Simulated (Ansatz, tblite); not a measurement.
# How methods differ on Ge2SiH8 (SMILES [GeH3][SiH2][GeH3])

Ge2SiH8 has 11 atoms, charge 0, and is taken as a singlet. As SMILES, `[GeH3][SiH2][GeH3]`. The shape is that of a PBE0-D4/def2-TZVP optimisation.

Each level gives the electronic atomisation energy (eV). The values are calculated. Electronic energies at fixed atoms, without zero-point motion or spin-orbit coupling.

```
          level                   kind  program  value (eV)  less CCSD(T)/cc-pVDZ  CPU time (all runs)
       GFN2-xTB         semi-empirical   tblite       25.56                 -2.66            under 2 s
     HF/cc-pVDZ           Hartree–Fock   Ansatz       22.29                 -5.93                9.2 s
  SVWN5/cc-pVDZ                    LDA   Ansatz       33.13                 +4.91                 13 s
   BLYP/cc-pVDZ                    GGA   Ansatz       28.60                 +0.38                 19 s
 r2SCAN/cc-pVDZ               meta-GGA   Ansatz       29.84                 +1.62                 37 s
  B3LYP/cc-pVDZ          global hybrid   Ansatz       29.26                 +1.04                 22 s
    MP2/cc-pVDZ    perturbation theory   Ansatz       27.56                 -0.66                 11 s
CCSD(T)/cc-pVDZ  coupled cluster or CI   Ansatz       28.22                  0.00                 69 s
```

Differences are taken from CCSD(T)/cc-pVDZ for orientation; it has basis-set and higher-order errors of its own. All-electron rows without a relativistic Hamiltonian named are non-relativistic. Correlated wave functions underbind in double-zeta sets. The values span 22.29 to 33.13 eV. In the correlated wave-function rows the outer d shell of Ge is correlated, in sets not made for it. Times are those of the runs behind each value, whatever else they computed, on shared processors of several kinds: orders of magnitude only.

The main divide is in how each method treats the electron pairs formed on bonding. Free Ge, Si and H atoms have open shells with few paired valence electrons, whereas the molecule holds them in localised Ge–Si, Ge–H and Si–H σ pairs. Correlation therefore stabilises the molecule more than the atoms, and Hartree–Fock, at 22.29 eV, underbinds severely. MP2 recovers most of the missing binding, as expected for a saturated molecule with little static correlation.

LDA errs the other way, at 33.13 eV, because it underestimates the exchange energy of the compact, inhomogeneous atoms more than that of the molecule. Gradient corrections remove much of this imbalance. BLYP's closeness to coupled cluster doesn't make it the most accurate functional here: the converged coupled-cluster value probably lies higher, which could favour B3LYP or r2SCAN instead. Since the total sums over all the bonds, it can't show whether a method describes the Ge–Si skeleton as well as the hydride bonds.
